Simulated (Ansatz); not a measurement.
## Ta2O5: a vibration from a frozen displacement

The calculation used Ansatz, DFT PBEsol, scalar-relativistic, plane waves, PAW. Settings: plane waves to 420 eV, k-mesh 8×8×8 (Γ-centred), Gaussian smearing 0.05 eV. Spin–orbit coupling is left out, which matters for the heavy elements here. No spin polarisation. Energies are free energies at this smearing, counted from the undisturbed cell; pressure is positive in compression.

Zero of the scan (relaxed at this level; it needn't be the usual structure):

```
Ta O
1.0
    -2.62037    2.62037    4.79144
     2.62037   -2.62037    4.79144
     2.62037    2.62037   -4.79144
Ta O
2 5
Direct
  0.19664 0.19664 0.00000
  0.80336 0.80336 0.00000
  0.00000 0.00000 0.00000
  0.50000 0.00000 0.00000
  0.00000 0.50000 0.00000
  0.00000 0.00000 0.50000
  0.50000 0.50000 0.50000
```

Every O atom is moved by x along the Cartesian unit vector (0.000, 0.000, 1.000); the cell and all other atoms stay fixed. The cell's volume is 131.60 Å³; the moved atoms weigh 79.995 u together and the others 361.896 u. Some rows repeat others by symmetry and weren't run.

| x (Å) | ΔE (meV/cell) | total force on the moved atoms along the move (eV/Å) | pressure (GPa) |
| --- | --- | --- | --- |
| -0.1000 | 265.22 | 5.4801 | 0.9259 |
| -0.0875 | 201.47 | 4.7246 | 0.7081 |
| -0.0750 | 146.99 | 3.9959 | 0.5198 |
| -0.0625 | 101.47 | 3.2915 | 0.3608 |
| -0.0500 | 64.62 | 2.6077 | 0.2309 |
| -0.0375 | 36.21 | 1.9406 | 0.1300 |
| -0.0250 | 16.05 | 1.2868 | 0.0580 |
| -0.0125 | 4.00 | 0.6411 | 0.0149 |
| 0.0000 | 0.00 | 0.0000 | 0.0004 |
| 0.0125 | 4.00 | -0.6411 | 0.0149 |
| 0.0250 | 16.05 | -1.2868 | 0.0580 |
| 0.0375 | 36.21 | -1.9406 | 0.1300 |
| 0.0500 | 64.62 | -2.6077 | 0.2309 |
| 0.0625 | 101.47 | -3.2915 | 0.3608 |
| 0.0750 | 146.99 | -3.9959 | 0.5198 |
| 0.0875 | 201.47 | -4.7246 | 0.7081 |
| 0.1000 | 265.22 | -5.4801 | 0.9259 |

Question: What frequency belongs to this motion?

Answer: The force constant is k = −dF/dx = 51.288 eV/Å², from the parabola through x = -0.0125, 0 and 0.0125. In every cell the moved atoms swing against the rest, so the mass is μ = m₁m₂/(m₁ + m₂) = 65.514 u, and ν̃ = 521.5 cm⁻¹ × √(|k|/μ) = 461 cm⁻¹. The pattern needn't be a normal mode: ν̃² is then a weighted mean of the squared nonzero frequencies at the zone centre of this cell, taken without macroscopic field, so it lies between the lowest and the highest of them.

Question: How far does the harmonic law reach?

Answer: At x = -0.100 Å, kx²/2 = 256.44 meV against the computed 265.22 meV (+3.4 %): the well is still close to harmonic there.

Question: The pressure changes with x². What does that say about the frequency under compression?

Answer: With E = k(V)x²/2, k ∝ V^(−2γ) and x scaling with the cell as V^(1/3), P − P0 = −∂E/∂V = (2γ − 2/3) ΔE/V. At x = 0.0250 Å, V(P − P0) = 131.60 × 0.05761 / 160.2 eV = 47.32 meV and ΔE = 16.05 meV, so γ = 1/3 + V(P − P0)/(2ΔE) = 1.81. This is the Grüneisen parameter of the motion under uniform scaling of the cell: shrinking the cell evenly by 1 % in volume raises the frequency by about 1.81 %.

The oxygen sublattice sits in a single, slightly hardening well against tantalum, with no sign of a polar double well along this line. In this structure, tantalum is square-pyramidal and every oxygen forms a linear Ta–O–Ta bridge. The displacement runs along the axial bridge but mostly across the others, so the restoring force probably comes largely from stretching the axial bonds. The 461 cm⁻¹ therefore blends stiff stretching with softer bending. Each oxygen lies at an inversion centre, which makes the energy even in x.

The positive Grüneisen parameter of 1.81 fits this picture: the compressed bond repels more than the elongated one pulls back, whereas purely transverse motion of a linear bridge tends to draw the framework inward. This suggests that stretching outweighs the bending contribution.

The framework is much more open than the known Ta2O5 phases, with their octahedra and pentagonal bipyramids, so neither value should be carried over to them. Nor does the scan test cooperative tilting of the pyramids, the natural soft motion of such a network.
